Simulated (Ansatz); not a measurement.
# The HOMO–LUMO gap down a group: O to Se

One atom is swapped for its congeners: CH5GaO `C[O][GaH2]`; CH5GaS `C[S][GaH2]`; Se(CH3)(GaH2). All are singlets with charge 0.

Shapes, held fixed at every level: PBE0-D4/def2-TZVP. Programs: Ansatz 0.2.0. Values in eV.

```csv
level,CH5GaO,CH5GaS,Se(CH3)(GaH2)
PBE-D4/def2-TZVPP,4.44,3.90,3.65
B3LYP-D4/def2-TZVPP,6.14,5.29,4.98
PBE0-D4/def2-TZVPP,6.64,5.76,5.43
r2SCAN0-D4/def2-TZVPP,7.03,6.07,5.73
wB97X-V/def2-TZVPP,11.03,9.94,9.51
wB97M-V/def2-TZVPP,10.72,9.60,9.20
```

At wB97M-V/def2-TZVPP the HOMO–LUMO gap falls at every step, from 10.72 to 9.20 eV. Every level shows the same order. Relativity is left out for Ga, Se unless named. Orbital gaps aren't excitation energies, and the LUMO depends on the basis.

The gap narrows more from oxygen to sulfur than from sulfur to selenium with every functional. The HOMO is probably mainly the chalcogen p lone pair, which rises in energy as the valence shell becomes more diffuse and less electronegative. The LUMO is expected to have substantial gallium p character, and weaker π donation from the heavier chalcogens should push it up less, adding to the narrowing. The uneven steps fit the usual pattern in this group: oxygen's 2p shell is unusually compact, whereas the filled 3d shell of selenium screens the nuclear charge poorly and keeps its valence p level close to that of sulfur.

The ordering is therefore well supported, but the size of the gap is not: for the oxygen compound it runs from 4.44 to 11.03 eV, a spread far larger than the effect of substitution, probably reflecting mostly the amount and range of exact exchange. Gaps alone can't show how much of the narrowing comes from the occupied level and how much from the empty one.
